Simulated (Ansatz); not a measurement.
**Ligand exchange: Sn(CH3)F + NaNH2 → Sn(CH3)(NH2) + NaF**

Species: Sn(CH3)F, singlet; NaNH2 `[NH2][Na]`, singlet; Sn(CH3)(NH2), singlet; NaF, singlet. The partners trade F for NH2: Sn–F and Na–NH2 bonds give way to Sn–NH2 and Na–F.

Shapes, held fixed at every level: PBE0-D4/def2-TZVP. Flexible molecules stand in one conformer, not always the lowest. Programs: Ansatz 0.2.0. The zero-point and thermal change to 298 K, harmonic and unscaled (PBE0-D4/def2-TZVP), is +5.9 kJ/mol.

```csv
level,kind,ΔH(298 K) (kJ/mol),less CCSD(T)/def2-TZVPP
HF/def2-SVP,Hartree–Fock,-89.2,-1.6
SPW92/def2-TZVPP,LDA,-86.4,+1.2
B3LYP-D4/def2-TZVPP,global hybrid,-82.7,+4.9
BHLYP-D4/def2-TZVPP,global hybrid,-86.0,+1.6
MP2/def2-TZVPP,perturbation theory,-92.1,-4.5
CCSD(T)/def2-SVP,coupled cluster or CI,-95.8,-8.2
CCSD(T)/def2-TZVPP,coupled cluster or CI,-87.6,0.0
```

The highest level, CCSD(T)/def2-TZVPP, gives ΔH(298 K) = -87.6 kJ/mol; the levels span -95.8 to -82.7. The column of differences is taken from that level and isn't an error. No measured value is set beside it here. For atoms past krypton def2 sets carry core potentials with scalar relativity. Outer-core shells of Na, Sn are correlated in most correlated rows, in sets that cover them unevenly.

Every level makes the exchange clearly exothermic, so its direction doesn't depend on the treatment of correlation. The driving force is probably the pairing of small, hard fluoride with Na⁺: the compact anion gains more electrostatic attraction in NaF than the larger, more diffuse amide has in NaNH2. On the tin side, the loss of a strong, polar Sn–F bond is partly offset by the Sn–N bond, where the nitrogen lone pair can donate into the formally empty 5p orbital of the stannylene. Nitrogen is less electronegative than fluorine and generally the better π donor.

Enlarging the basis in CCSD(T) moves the enthalpy from -95.8 to -87.6 kJ/mol, a larger shift than separates any other method in the larger basis from CCSD(T) in that basis. The closeness of Hartree–Fock in the small basis to the highest level therefore probably owes something to cancellation, and doesn't show that correlation is negligible. The values describe isolated molecules; in a flask, the lattice energies of solid NaF and NaNH2 and the association of the stannylenes would also count.
